Going from PBE to PBE0 opens the gap of this SiC₅N₈ cell by 2.24 eV, but it does not simply lift the empty bands as a block. The energy differences along the short axis b grow as well: for electron waves that flip sign from cell to cell along b, the filled edge sinks further and the lowest empty band rises less. One shift for all empty levels is still a fair first estimate, with errors of about a tenth of an electronvolt.

Band levels of SiC₅N₈ (14-atom cell built as a beta-nitride host, space group Pm) from PBE (cheaper level, k mesh 4×10×4) and PBE0 (costlier level, 4×6×4), each measured from its own valence top. Both were computed with Ansatz 0.2.0, using plane-wave PAW, a 420 eV cutoff and no spin polarisation, on the same cell relaxed with r2SCAN.

| point name | band v2, cheaper level (eV) | band v1, cheaper level (eV) | band c1, cheaper level (eV) | band c2, cheaper level (eV) | band v2, costlier level (eV) | band v1, costlier level (eV) | band c1, costlier level (eV) | band c2, costlier level (eV) |
| --- | --- | --- | --- | --- | --- | --- | --- | --- |
| Gamma | -0.378 | 0.000 | 3.014 | 3.281 | -0.325 | 0.000 | 5.373 | 5.701 |
| Z | -2.346 | -1.973 | 2.816 | 3.493 | -2.566 | -2.189 | 5.057 | 5.826 |
| D | -1.887 | -1.632 | 2.855 | 3.439 | -2.013 | -1.824 | 5.095 | 5.859 |
| B | -0.254 | -0.065 | 3.417 | 3.571 | -0.234 | -0.053 | 5.832 | 5.986 |
| A | -0.221 | -0.041 | 3.351 | 3.512 | -0.201 | -0.028 | 5.779 | 5.914 |
| E | -1.896 | -1.719 | 2.883 | 3.620 | -2.062 | -1.902 | 5.130 | 6.047 |
| C_2 | -1.832 | -1.454 | 3.094 | 3.951 | -1.995 | -1.636 | 5.412 | 6.376 |
| Y_2 | -0.252 | -0.051 | 3.226 | 3.695 | -0.232 | -0.034 | 5.637 | 6.114 |

The highest filled band is v1 and the one below it v2; c1 and c2 are the two lowest empty bands. Each row is a k point, which fixes how the phase of an electron wave changes from one cell to the next. At Gamma, B, A and Y_2 the phase stays the same along b; at Z, D, E and C_2 it flips sign with every step. This division into two groups of four explains most of the table.

The gap opens because the two levels of theory treat exchange differently. In PBE an electron still partly repels itself, which pushes filled levels too high. PBE0 replaces a quarter of the PBE exchange by exact exchange, which removes part of that error for filled states, while empty states receive less exchange attraction. The raw energies of the two runs, which are roughly comparable because the cell is the same, agree with this: the valence top falls by 1.33 eV and the conduction edge at Z rises by 0.91 eV. The table sets every valence top to zero and so shows only the sum.

The shape of the filled edge points to nitrogen lone pairs, as in beta-Si₃N₄, although no orbital analysis confirms it here. Picture p orbitals in a row along b, each pointing at the next. With equal phases, a positive lobe faces a negative one, which is antibonding and high in energy; with alternating signs, like lobes meet and the energy drops. PBE puts v1 within 0.07 eV of the top in the first group and 1.5 to 2.0 eV below it in the second. Another band may have become the highest by then, so this is the drop of the band edge and not surely that of one orbital.

PBE0 deepens that drop by 11 to 13 %. A PBE potential depends on position only, whereas exact exchange also depends on how a state overlaps with the other filled states. A bonding combination, with its charge between the atoms, usually gains more from this than an antibonding one, so filled bands widen. Full Hartree–Fock theory has the same tendency in a much stronger form, and typically gives bands that are too wide and gaps that are too large.

The lowest empty band is stretched too. The c1 levels rise by 2.40 eV on average in the first group and by 2.26 eV in the second. The phase along b cannot be the whole reason, because at D the c1 level rises by 2.24 eV and c2 by 2.42 eV. These two levels share the k point and the energy zero, so the difference must lie in the states themselves. What counts is the exact exchange a state gains less the PBE exchange it gives up, and both depend on where its charge lies. An empty state spread through the open space between the atoms feels little of either, so it tends to rise less. Whether the c1 states of the second group are of this kind could be seen from their charge densities, which are not part of these data.

The c1 shifts also follow the height of the level: the higher it lies in PBE, the more it tends to rise. Gamma and C_2 have c1 levels of middling height, and their shifts of 2.36 and 2.32 eV fall between those of the other points in the two groups. The rule is not exact, since c1 lies higher at C_2 than at Gamma and yet rises less. Among the c2 levels only Z stands out, with a rise of 2.33 eV against 2.40 to 2.43 eV elsewhere, and the table alone gives no reason for it.

The filled bands are not stretched evenly either: the distance between v1 and v2 shrinks by 0.05 to 0.07 eV at Gamma and D and by about 0.02 eV at E and C_2, while at the other four points it changes by less than 0.01 eV. The two bands evidently gain different amounts from exact exchange. Changes of about 0.01 eV are too small to interpret, since the two runs used different k meshes and the effect of this was not tested.

A rigid shift can be tested in one line. At Gamma, c1 rises from 3.014 to 5.373 eV, which is 2.359 eV. Added to the PBE level at Z, this predicts a least gap of 2.816 + 2.359 = 5.175 eV, while PBE0 gives 5.057 eV. The estimate is too large by 0.12 eV, or about 5 % of the opening. Gamma itself agrees by construction; the analysis printed below gives the other points.

In practice, a PBE band plot of this cell can be brought close to PBE0 with the shift found at Gamma if errors of up to 0.12 eV in the listed empty levels are acceptable. The listed filled levels, left where PBE puts them, are off by up to 0.22 eV, most of all at Z. Bands deeper than v2 are not listed and may be off by more, since filled bands tend to widen. For the gap itself, PBE0 levels are needed at both Gamma and Z, because the valence top and the conduction edge lie at different points. (In PBE the edge lies slightly off Z, but less than 0.01 eV lower.) The size of the opening also depends on the fixed quarter of exact exchange in PBE0: a smaller share would normally give a smaller gap.

Output of the analysis:

```
Shift from PBE to PBE0, each from its own valence top, eV:
    row      v2      v1     c1     c2  vertical gap
  Gamma   0.053       0  2.359   2.42         2.359
      Z   -0.22  -0.216  2.241  2.333         2.457
      D  -0.126  -0.192   2.24   2.42         2.432
      B    0.02   0.012  2.415  2.415         2.403
      A    0.02   0.013  2.428  2.402         2.415
      E  -0.166  -0.183  2.247  2.427          2.43
    C_2  -0.163  -0.182  2.318  2.425           2.5
    Y_2    0.02   0.017  2.411  2.419         2.394
Splitting of v1 and v2, and rigid-shift estimate of c1, eV:
    row  splitting PBE  splitting PBE0  rigid c1  rigid less PBE0
  Gamma          0.378           0.325     5.373                0
      Z          0.373           0.377     5.175            0.118
      D          0.255           0.189     5.214            0.119
      B          0.189           0.181     5.776           -0.056
      A           0.18           0.173      5.71           -0.069
      E          0.177            0.16     5.242            0.112
    C_2          0.378           0.359     5.453            0.041
    Y_2          0.201           0.198     5.585           -0.052
Raw shift of the valence top, eV: -1.328
Raw shift of the conduction edge at Z, eV: 0.9131
Mean c1 shift at points with no b component, eV: 2.403
Mean c1 shift at points half-way along b, eV: 2.261
Mean c2 shift at points with no b component, eV: 2.414
Mean c2 shift at points half-way along b, eV: 2.401
Mean v1 shift at points half-way along b, eV: -0.1932
Least growth of the v1 depth half-way along b, percent: 10.65
Largest growth of the v1 depth half-way along b, percent: 12.52
Spread of c1 over the points in PBE, eV: 0.601
Spread of c1 over the points in PBE0, eV: 0.775
Spread of the c1 shifts, eV: 0.188
Spread of the vertical gap openings, eV: 0.141
Number of points where the v1-v2 splitting shrinks: 7
```
